**Student:** You wrote $\Omega[r]=\mathrm{Tr}[(3r^2-2r^3)H']$ and told us to minimise it with no constraint. A cubic has no minimum.

**Lecturer:** No global one. It has exactly one local minimum, and that is the ground state. The premises are these. The basis is finite and orthonormal. $H$ is a fixed Hermitian matrix with eigenvalues $\varepsilon_i$, and $H'=H-\mu$ has eigenvalues $\varepsilon_i'=\varepsilon_i-\mu$, none of them zero. Call $g=\min_i|\varepsilon_i'|>0$ and $W=\max_i|\varepsilon_i'|$. The variable $r$ is any Hermitian matrix. I use atomic units and one spin direction. $P$ projects on the levels below $\mu$, $Q=1-P$, and $n_i=1$ or $0$ for levels below or above $\mu$.

**Student:** Why not minimise $\mathrm{Tr}[\rho H']$ directly?

**Lecturer:** That needs the constraint $0\le\rho\le1$. In the eigenbasis of $H'$ we have $\mathrm{Tr}[\rho H']=\sum_i\rho_{ii}\varepsilon_i'$, and the constraint implies $0\le\rho_{ii}\le1$. Each term is smallest at $\rho_{ii}=n_i$, so
$$\mathrm{Tr}[\rho H']\ge\Omega_0=\mathrm{Tr}[PH'].$$
Equality needs every $\rho_{ii}=n_i$. Since $\rho^2\le\rho$, we have $\sum_j|\rho_{ij}|^2\le\rho_{ii}$, which then leaves no room for off-diagonal elements, so $\rho=P$. Without the constraint the functional is linear and has no stationary point. Li, Nunes and Vanderbilt (1993) put $\rho=f(r)$ with McWeeny's purification polynomial $f(x)=3x^2-2x^3$. Two factorisations matter:
$$f(x)=x^2(3-2x),\qquad 1-f(x)=(1-x)^2(1+2x).$$
The first is non-negative for $x\le\tfrac32$, the second for $x\ge-\tfrac12$. If all eigenvalues of $r$ lie in $[-\tfrac12,\tfrac32]$, then $0\le f(r)\le1$ and $\Omega[r]\ge\Omega_0$. In the open interval $f=0$ only at $x=0$ and $f=1$ only at $x=1$, so $f(r)=P$ forces $r=P$.

**Student:** I want to see it from the gradient. $r$ and $H'$ don't commute, so it isn't $f'(r)H'$.

**Lecturer:** Correct. Let $r\to r+tD$ with $D$ Hermitian, and keep the order of factors. The terms linear in $t$ are $rD+Dr$ from $r^2$ and $Dr^2+rDr+r^2D$ from $r^3$. Cyclic invariance moves $D$ to the front: $\mathrm{Tr}[rDH']=\mathrm{Tr}[DH'r]$, $\mathrm{Tr}[rDrH']=\mathrm{Tr}[D\,rH'r]$, $\mathrm{Tr}[r^2DH']=\mathrm{Tr}[DH'r^2]$, while $DrH'$ and $Dr^2H'$ are already in place. Defining the gradient by $d\Omega/dt|_0=\mathrm{Tr}[DG]$,
$$G=3(rH'+H'r)-2(r^2H'+rH'r+H'r^2).$$
$G$ is Hermitian, so $\mathrm{Tr}[DG]=0$ for all Hermitian $D$ means $G=0$. At $r=P$, use $P^2=P$ and $PH'=H'P$: $G=6PH'-6PH'=0$.

**Student:** That works for any projector commuting with $H'$, including one that fills the wrong levels.

**Lecturer:** All of those are stationary. The second order separates them. Put $r=P+\delta$ and expand; the series ends at third order:
$$f(P+\delta)=P+\rho_1+\rho_2-2\delta^3,$$
$$\rho_1=3(P\delta+\delta P)-2(P\delta+P\delta P+\delta P)=P\delta Q+Q\delta P,$$
$$\rho_2=3\delta^2-2(P\delta^2+\delta P\delta+\delta^2P).$$
$\mathrm{Tr}[P\delta QH']=\mathrm{Tr}[\delta\,QH'P]=0$, so $\rho_1$ drops out of $\Omega$. For $\rho_2$, in the eigenbasis, $\mathrm{Tr}[\delta^2H']=\sum_{ij}\varepsilon_i'|\delta_{ij}|^2$; the terms $P\delta^2$ and $\delta^2P$ each insert a factor $n_i$, and $\delta P\delta$ inserts $n_j$. Hence
$$\Omega_2=\mathrm{Tr}[\rho_2H']=\sum_{ij}|\delta_{ij}|^2\,\varepsilon_i'\,(3-4n_i-2n_j).$$
The bracket is $-3$ when both are occupied, $+3$ when both are empty, $-1$ for $i$ occupied and $j$ empty, $+1$ for the reverse. With $i,j$ now occupied and $a,b$ empty,
$$\Omega_2=3\sum_{ij}|\varepsilon_i'||\delta_{ij}|^2+3\sum_{ab}\varepsilon_a'|\delta_{ab}|^2+\sum_{ia}(\varepsilon_a-\varepsilon_i)|\delta_{ia}|^2 .$$
Each mixed pair enters $\|\delta\|_F^2=\mathrm{Tr}\,\delta^2$ twice, and $2g\le\varepsilon_a-\varepsilon_i\le 2W$, so $g\|\delta\|_F^2\le\Omega_2\le3W\|\delta\|_F^2$. The form is positive definite and $P$ is a strict local minimum. For another commuting projector the general formula holds with its own occupations. If it fills a level $k$ with $\varepsilon_k'>0$, the move $\delta=\eta|k\rangle\langle k|$ gives $-3\varepsilon_k'\eta^2<0$; if it leaves a level with $\varepsilon_k'<0$ empty, the same move gives $3\varepsilon_k'\eta^2<0$. Neither is a minimum.

**Student:** The last sum looks like an orbital-rotation Hessian.

**Lecturer:** It is one. For $P'=e^{K}Pe^{-K}$ with $K$ anti-Hermitian, the first-order change $[K,P]$ has only occupied-empty blocks. $P'$ is a projector, so $f(P')=P'$ and $\Omega[P']=\mathrm{Tr}[P'H']$. Those directions are the physical rotations. The first two sums are the restoring force that replaces the idempotency constraint.

**Student:** You haven't excluded a minimum that is no projector at all.

**Lecturer:** Use the cubic structure. On any line,
$$p(t)=\Omega[r+tD]=\Omega[r]+c_1t+c_2t^2+c_3t^3,$$
$$c_1=\mathrm{Tr}[DG],\quad c_2=\mathrm{Tr}\big[(3D^2-2(rD^2+DrD+D^2r))H'\big],\quad c_3=-2\,\mathrm{Tr}[D^3H'],$$
a polynomial of degree at most three. Suppose $r_1\ne P$ were a local minimum, and take the line with $P$ at $t=0$ and $r_1$ at $t=1$. Then $p'$ has degree at most two and vanishes at both points, so $p'=\kappa\,t(t-1)$, with $p''(0)=-\kappa$ and $p''(1)=\kappa$. Both must be non-negative, so $\kappa=0$ and $p$ is constant, which contradicts $p''(0)=2\Omega_2>0$. The local minimum is unique. The same structure makes line searches exact: $p'=0$ with $p''>0$ gives
$$t_*=\frac{-c_1}{c_2+\sqrt{c_2^2-3c_1c_3}},$$
provided $c_2^2>3c_1c_3$ and the denominator is non-zero; there $p''=2\sqrt{c_2^2-3c_1c_3}$. If $c_2^2<3c_1c_3$, $p$ is monotonic and the search runs away.

**Student:** So my objection stands. It is unbounded.

**Lecturer:** It is. Take $r=x|k\rangle\langle k|$, so that $\Omega=(3x^2-2x^3)\varepsilon_k'$. This tends to $-\infty$ as $x\to+\infty$ if $\varepsilon_k'>0$ and as $x\to-\infty$ if $\varepsilon_k'<0$. The bound $\Omega\ge\Omega_0$ is guaranteed only for a spectrum in $[-\tfrac12,\tfrac32]$. A neutral start inside is $r=\tfrac12$, where $G=3H'-\tfrac32H'=\tfrac32H'$, so the first descent step raises occupations below $\mu$ and lowers those above.

**Student:** And "second order in the error"? Of what, exactly? $\Omega$ isn't the energy.

**Lecturer:** Exactly,
$$\Omega[P+\delta]-\Omega_0=\Omega_2-2\,\mathrm{Tr}[\delta^3H'],\qquad |2\,\mathrm{Tr}[\delta^3H']|\le2W\|\delta\|\,\|\delta\|_F^2,$$
where $\|\delta\|$ is the largest absolute eigenvalue $|d_k|$ of $\delta$; the bound follows from $|\mathrm{Tr}[\delta^3H']|\le W\sum_k|d_k|^3$. The electron number $N=\mathrm{Tr}f(r)$ is also second order, because $\mathrm{Tr}\rho_1=0$, and so is the band energy $E=\Omega+\mu N$. Setting $\varepsilon'\to1$ in $\Omega_2$ gives $N_2=3\sum_{ab}|\delta_{ab}|^2-3\sum_{ij}|\delta_{ij}|^2$, of either sign, so the one-sided bound belongs to $\Omega$. The density matrix itself keeps the first-order error $\rho_1$, and so does any observable with occupied-empty matrix elements. The practical use is truncation. Set $r_{\alpha\beta}=0$ beyond a distance and minimise over the remaining elements with the spectrum held in the interval. The result lies above $\Omega_0$, and no higher than $\Omega$ of the truncated $P$ whenever that matrix has its spectrum in the interval. Its error is then at most quadratic in the discarded tail.

**Student:** This chapter is Hartree-Fock. The Fock matrix isn't fixed.

**Lecturer:** That is the first limit of validity. With $\Omega=E_{\rm HF}[f(r)]-\mu\,\mathrm{Tr}f(r)$ and $dE_{\rm HF}=\mathrm{Tr}[F\,d\rho]$, the gradient keeps its form with $H$ replaced by $F[f(r)]$, and a self-consistent projector is stationary. But $E_{\rm HF}$ is quadratic in $\rho$, so $\Omega$ has degree six on a line and the uniqueness proof fails. The two-electron term, quadratic in $\rho_1$, adds to the mixed block, which becomes the full Hartree-Fock rotation Hessian; a strict minimum then needs that Hessian positive as well as $\mu$ in the gap of $F$. Second, in a basis with overlap $S$, apply everything to $S^{1/2}rS^{1/2}$ and $S^{-1/2}HS^{-1/2}$; this gives $\mathrm{Tr}[(3rSr-2rSrSr)(H-\mu S)]$, still cubic. Third, the gap. A level at $\mu$ makes the direction $|k\rangle\langle k|$ exactly flat, and for small $g$ the ratio of largest to smallest curvature, which can reach $3W/g$, becomes large. Fourth, the occupations are integers, so this is zero temperature.

**Student:** Show me numbers.

**Lecturer:** Take the $\pi$ bands of a hexagonal boron nitride sheet: one orthonormal $p_z$ orbital per atom, on-site energies $+m$ on B and $-m$ on N, nearest-neighbour hopping $-t$. As typical inputs, $m=0.110$ and $t=0.085$ hartree. In the basis (B, N),
$$H(\mathbf k)=\begin{pmatrix}m&-t\phi\\-t\phi^*&-m\end{pmatrix},\qquad \phi=1+e^{i\theta_1}+e^{i\theta_2},$$
with $\theta_{1,2}$ the Bloch phases along two lattice vectors. The bands are $\pm E_{\mathbf k}$, $E_{\mathbf k}=\sqrt{m^2+t^2|\phi|^2}$, with $|\phi|=0$ at K and $3$ at $\Gamma$. Put $\mu=0$, so $g=m$. The trace per cell is the zone average $\langle\cdot\rangle$ of the $2\times2$ trace, and numerical integration over $\theta_1,\theta_2$ gives $\Omega_0=-\langle E_{\mathbf k}\rangle=-0.17785$ hartree. Because $E_{\mathbf k}\ge m$, the projector $P(\mathbf k)=\tfrac12-H/(2E_{\mathbf k})$ is analytic in $\mathbf k$, and its real-space elements decay exponentially.

Now keep in $r$ only on-site and nearest-neighbour elements, with the symmetry of the lattice:
$$r=\tfrac12+s,\qquad s=c+M,\qquad M=\begin{pmatrix}-a&b\phi\\ b\phi^*&a\end{pmatrix}.$$
Expanding, $f(\tfrac12+s)=\tfrac12+\tfrac32s-2s^3$. Since $M^2=\nu^2$ with $\nu^2=a^2+b^2|\phi|^2$, the traceless part of $s^3$ is $(3c^2+\nu^2)M$. $H$ is traceless and $\mathrm{Tr}[MH]=-2(am+bt|\phi|^2)$, so
$$\mathrm{Tr}[fH]=-(3-4\nu^2-12c^2)(am+bt|\phi|^2).$$
For $a,b>0$ the $c^2$ term is positive, so $c=0$. Then $\mathrm{Tr}f=1$ per cell exactly, and $E=\Omega$ because $\mu=0$.

**Student:** And the averages?

**Lecturer:** $\phi$ has three orthogonal terms of coefficient 1, so $\langle|\phi|^2\rangle=3$. $\phi^2$ has three of coefficient 1 and three of coefficient 2, so $\langle|\phi|^4\rangle=15$. Then
$$\Omega(a,b)=-3am-9bt+4a^3m+12a^2bt+12ab^2m+60b^3t .$$
With $u=b/a$, the conditions $\partial_a\Omega=0$ and $\partial_b\Omega=0$, each divided by 3, read
$$m=4a^2(m+2ut+u^2m),\qquad 3t=4a^2(t+2um+15u^2t).$$
Eliminating $a^2$ gives $6mt\,u^2+(m^2-3t^2)u-mt=0$. The positive root is $u=0.50241$, whence $a=0.35103$ and $b=0.17636$. At a stationary point $a\,\partial_a\Omega+b\,\partial_b\Omega=0$ makes the cubic terms equal to $-\tfrac13$ of the linear ones, so $\Omega=-(2am+6bt)=-0.16717$ hartree. The Hessian in $a,b$ is 24 times the matrix with diagonal $am+bt$, $am+15bt$ and off-diagonal $at+bm$. The diagonal product $0.0141$ exceeds the off-diagonal square $0.0024$, so this is a minimum. The eigenvalues $\tfrac12\pm\nu$ are most extreme at $\Gamma$, where $\nu=0.635$, giving $-0.135$ and $1.135$, inside the safe interval. With $b=0$ the functional is $-(3a-4a^3)m$, minimal at $a=\tfrac12$ with value $-m$. The last two columns double for spin and use 1 hartree $=27.211$ eV; errors are relative to the exact solution of this model.

| range of $r$ | $\Omega$ per spin (hartree) | error per spin (hartree) | $E$ per cell (eV) | error per cell (eV) |
|---|---|---|---|---|
| on-site | $-0.11000$ | $0.06785$ | $-5.99$ | $3.69$ |
| nearest neighbour | $-0.16717$ | $0.01068$ | $-9.10$ | $0.58$ |
| untruncated | $-0.17785$ | $0$ | $-9.68$ | $0$ |

In the same units $m=2.99$ eV, $t=2.31$ eV, and the gap $2m$ is $5.99$ eV.

**Student:** Those lie above the exact value, as promised. They don't show me the second order or the runaway.

**Lecturer:** One line through $P$ shows both. Take $r=\tfrac12+\lambda s_0$ with $s_0=P-\tfrac12$, so $s_0^2=\tfrac14$. Then $f=\tfrac12+\tfrac12(3\lambda-\lambda^3)s_0$, and since $\mathrm{Tr}H=0$ and $\langle\mathrm{Tr}[s_0H]\rangle=\Omega_0$,
$$\Omega=\Omega_0\,\frac{3\lambda-\lambda^3}{2}=\Omega_0\left(1-\tfrac32\eta^2-\tfrac12\eta^3\right),\qquad\lambda=1+\eta .$$
At $\eta=0.1$ the purified energy is above the exact one by the fraction $0.0155$ of $|\Omega_0|$, which is $0.15$ eV per cell for both spins; the cubic term supplies $0.0005$ of that fraction. The unpurified $\mathrm{Tr}[rH]=\lambda\Omega_0$ lies $0.97$ eV per cell below the exact value, first order in $\eta$. Going the other way, $\Omega$ climbs to its local maximum $-\Omega_0$ at $\lambda=-1$, where $r=Q$ fills the conduction band. It returns to $\Omega_0$ at $\lambda=-2$, where the eigenvalues of $r$ are exactly $-\tfrac12$ and $\tfrac32$, and beyond that it falls without bound.